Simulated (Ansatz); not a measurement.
# Te2Mo (P-6m2), a film clamped to a substrate

The calculation used DFT LDA, scalar-relativistic, plane waves, PAW (Ansatz). The runs took a 420 eV cutoff, a Γ-centred 12×12×1 mesh and Gaussian smearing (0.05 eV). Spin–orbit coupling is left out, which matters for the heavy elements here. No spin polarisation. Energies are free energies at this smearing, counted from the undisturbed cell; pressure is positive in compression.

Reference structure (relaxed at this level; this form isn't the usual structure):

```yaml
crystal:
  lattice:
    - [3.47100, 0.00000, 0.00000]
    - [-1.73550, 3.00597, 0.00000]
    - [0.00000, 0.00000, 30.20654]
  atoms:
    - { symbol: Te, position: [0.00000, 0.00000, 0.94052] }
    - { symbol: Te, position: [0.33333, 0.66667, 0.71289] }
    - { symbol: Te, position: [0.33333, 0.66667, 0.16825] }
    - { symbol: Te, position: [0.33333, 0.66667, 0.83175] }
    - { symbol: Te, position: [0.33333, 0.66667, 0.28711] }
    - { symbol: Te, position: [0.00000, 0.00000, 0.05948] }
    - { symbol: Mo, position: [0.00000, 0.00000, 0.77222] }
    - { symbol: Mo, position: [0.00000, 0.00000, 0.22778] }
    - { symbol: Mo, position: [0.33333, 0.66667, 0.00000] }
```

The cell holds layers and no dispersion correction was added, so their binding is poorly described.

The cell (9 atoms, V0 = 315.17 Å³) is strained by p along both x and y and by q along z, fractional coordinates fixed. τp = (1/V0) ∂E/∂p = (σxx + σyy)(1 + p)(1 + q) and τq = (1/V0) ∂E/∂q = σzz(1 + p)², with tension positive.

```
     p q  ΔE (meV/atom)  τp (GPa)  τq (GPa)
 0.000   0.000           0.00      0.01      0.00
-0.050   0.000          97.24    -19.07     -6.51
 0.050   0.000          74.67     12.81      4.67
 0.000  -0.050          45.02     -6.29     -8.62
 0.000   0.050          37.71      4.86      6.60
```

Get the second derivatives of the energy density.

Central differences give A = ∂τp/∂p = 319 GPa (C11 + C22 + 2 C12), C = ∂τq/∂q = 152 GPa (C33) and the cross term B = ∂τq/∂p = 112 GPa (C13 + C23); ∂τp/∂q = 111 GPa must equal B, and any difference shows higher-order terms. Steps this large leave an error of some per cent of A or C in all of these, which can swamp a small B. The ions are clamped.

A film of this crystal grows with z along the normal on a substrate that imposes p. How does its thickness respond, and what does the misfit cost?

Count p and q from the stress-free cell. A free surface needs τq = 0, so q = −(B/C) p = -0.73 p. The energy density left is (A − B²/C) p²/2 = M p², with the biaxial modulus M = 118 GPa; a misfit of 1 % costs 2.59 meV/atom, against 3.48 meV/atom if the thickness were held.

Forces appear on the atoms along this scan, and letting them relax would lower the energy and soften the response. The gap closes along the scan, which can put kinks into the curve.

The cell is a three-layer slab with a wide empty region between its outer Te faces, and this changes what the constants mean. Scaling z with fixed fractional coordinates stretches the Mo–Te bonds along with the interlayer gaps and the vacuum. The 152 GPa therefore mainly reflects covalent stiffness within the layers, not the C33 of a layered crystal, which is normally soft because weak interlayer contacts take up the strain. With free ions, the vacuum would absorb a change in cell height at almost no cost.

The strong cross coupling has a similar origin: the Mo–Te bonds are inclined to the plane, so in-plane stretching can be partly offset by flattening the layers. Compression costs more than equal extension in both directions, as expected from steepening short-range repulsion.

The misfit energy per atom remains meaningful for this constrained slab, but the moduli in GPa are diluted by the empty volume. The ratio -0.73 describes uniform scaling of the cell, not the thickness response of a real film.
